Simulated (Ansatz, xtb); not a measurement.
**C3H11BGeO: which of two isomers lies lower**

We compare a, `[BH3-][O+]1CC[CH2][GeH2]1`, a singlet, with b, `[BH2][Ge@H]([CH2]C)[O]C`, a singlet. Both are isolated molecules in the gas phase, relaxed with B3LYP-D3(BJ)/def2-SVP; the shapes shown needn't be the lowest conformers.

a (Å):

```yaml
atoms:
  - { symbol: C, position_ang: [-1.7602, 0.5746, -0.7027] }
  - { symbol: C, position_ang: [-0.8415, 0.8436, -1.8931] }
  - { symbol: C, position_ang: [0.3967, -0.0736, -1.8015] }
  - { symbol: B, position_ang: [-1.6163, 0.2135, 1.9054] }
  - { symbol: Ge, position_ang: [0.7592, -0.1425, 0.1335] }
  - { symbol: O, position_ang: [-0.9392, 0.5434, 0.4747] }
  - { symbol: H, position_ang: [-0.6510, 0.2167, 2.6620] }
  - { symbol: H, position_ang: [-2.1304, -0.8932, 1.7775] }
  - { symbol: H, position_ang: [-2.4143, 1.1146, 2.1100] }
  - { symbol: H, position_ang: [-2.5128, 1.3627, -0.5566] }
  - { symbol: H, position_ang: [-2.2835, -0.3941, -0.7949] }
  - { symbol: H, position_ang: [-1.3910, 0.6930, -2.8362] }
  - { symbol: H, position_ang: [-0.5241, 1.8992, -1.8681] }
  - { symbol: H, position_ang: [1.2441, 0.3033, -2.3911] }
  - { symbol: H, position_ang: [0.1678, -1.0935, -2.1490] }
  - { symbol: H, position_ang: [0.8574, -1.5371, 0.7621] }
  - { symbol: H, position_ang: [1.7491, 0.8730, 0.7164] }
```

b (Å):

```yaml
atoms:
  - { symbol: C, position_ang: [0.7611, -0.6581, -0.3390] }
  - { symbol: C, position_ang: [1.0582, 0.5106, -1.2823] }
  - { symbol: C, position_ang: [-2.3504, -1.4800, -1.7984] }
  - { symbol: B, position_ang: [-1.2981, 1.1308, 1.6541] }
  - { symbol: Ge, position_ang: [-1.0427, -0.5374, 0.4739] }
  - { symbol: O, position_ang: [-2.2321, -0.4231, -0.8830] }
  - { symbol: H, position_ang: [-2.1027, 1.9824, 1.3773] }
  - { symbol: H, position_ang: [-0.6187, 1.2735, 2.6408] }
  - { symbol: H, position_ang: [-1.3402, -1.8646, 1.2334] }
  - { symbol: H, position_ang: [1.4980, -0.7143, 0.4799] }
  - { symbol: H, position_ang: [0.8166, -1.6199, -0.8752] }
  - { symbol: H, position_ang: [2.0357, 0.3963, -1.7794] }
  - { symbol: H, position_ang: [1.0753, 1.4733, -0.7441] }
  - { symbol: H, position_ang: [0.2899, 0.5944, -2.0671] }
  - { symbol: H, position_ang: [-2.5909, -2.4461, -1.3083] }
  - { symbol: H, position_ang: [-3.1684, -1.2516, -2.5028] }
  - { symbol: H, position_ang: [-1.4300, -1.6348, -2.3983] }
```

Quicker runs give these differences E(b) − E(a): GFN2-xTB +85.1 kJ/mol; HF/STO-3G +189.4 kJ/mol (at GFN2-xTB geometries); r2SCAN-D4/def2-SVP +78.0 kJ/mol (at GFN2-xTB geometries).

Problem. Estimate E(b) − E(a) at the level CCSD(T)/def2-SVP + ΔMP2/def2-TZVPP.

Solution. Calculated at CCSD(T)/def2-SVP + ΔMP2/def2-TZVPP: E(b) − E(a) = +62.9 kJ/mol, so structure a lies lower.

The same difference at several levels:

```csv
level,geometry,E(b) − E(a) (kJ/mol),departure from the last row (kJ/mol),"job, with rough time for the two"
GFN2-xTB,GFN2-xTB,+85.1,+22.2,"optimisation, 1.3 s"
HF/STO-3G,GFN2-xTB,+189.4,+126.5,"single point, 0.68 s"
r2SCAN-D4/def2-SVP,GFN2-xTB,+78.0,+15.1,"single point, 6 s"
B3LYP-D3(BJ)/def2-SVP,B3LYP-D3(BJ)/def2-SVP,+67.5,+4.7,"optimisation, 90 s"
HF/def2-SVP,B3LYP-D3(BJ)/def2-SVP,+37.7,−25.2,part of the CCSD(T) run
MP2/def2-SVP,B3LYP-D3(BJ)/def2-SVP,+81.8,+18.9,part of the CCSD(T) run
CCSD(T)/def2-SVP,B3LYP-D3(BJ)/def2-SVP,+76.0,+13.1,single point
CCSD(T)/def2-SVP + ΔMP2/def2-TZVPP,B3LYP-D3(BJ)/def2-SVP,+62.9,,"single point, 2.4 min"
```

As drawn, b has 1 B–Ge, 2 C–H in place of 1 B–O, 1 C–C, 1 B–H, 1 Ge–H. Structure a has a 5-membered ring, b no ring.

None of the levels shown reverses the order. The largest departure from CCSD(T)/def2-SVP + ΔMP2/def2-TZVPP is that of HF/STO-3G, 126.5 kJ/mol. The last row adds to CCSD(T) the change of the MP2 difference between the two basis sets, here −13.1 kJ/mol, a large step that makes the value less sure.

With thermal terms from frequencies at re-optimised GFN2-xTB minima (ideal gas, soft modes damped towards free rotors, one conformer each, 298.15 K, 1 atm): the zero-point term adds +0.7 kJ/mol; ΔH is +70.0 and ΔG +53.8 kJ/mol.

The correlated steps freeze 14 core orbitals; the filled d shell of Ge is correlated, in a basis made for valence electrons. Mirror images aren't counted in ΔG. Programs: Ansatz 0.2.0, xtb 6.7.1; the last row on 4 threads of Arm Neoverse V1 on a shared host.

The ring-shaped borane adduct a lies below the open-chain germylborane b by +62.9 kJ/mol, and every level agrees on the order. The main reason is probably the bonding at boron. In a, an oxygen lone pair fills the empty boron p orbital and all three B–H bonds are kept. In b, boron is left three-coordinate and electron-poor, bound to germanium through a comparatively weak, poorly overlapping bond, with the methoxy oxygen on germanium rather than on boron, where it could donate directly. The extra C–H bonds of b offset only part of this, and a five-membered ring costs a little strain.

Correlation widens the gap from +37.7 to +76.0 kJ/mol in the same basis, probably because Hartree–Fock underbinds the dative O→B contact. The free-energy gap is smaller than the enthalpy gap, as expected when an open chain gains entropy over a ring. The ordering doesn't show that a would persist: isomers with a covalent B–O bond, strengthened by π donation, could well lie lower still.
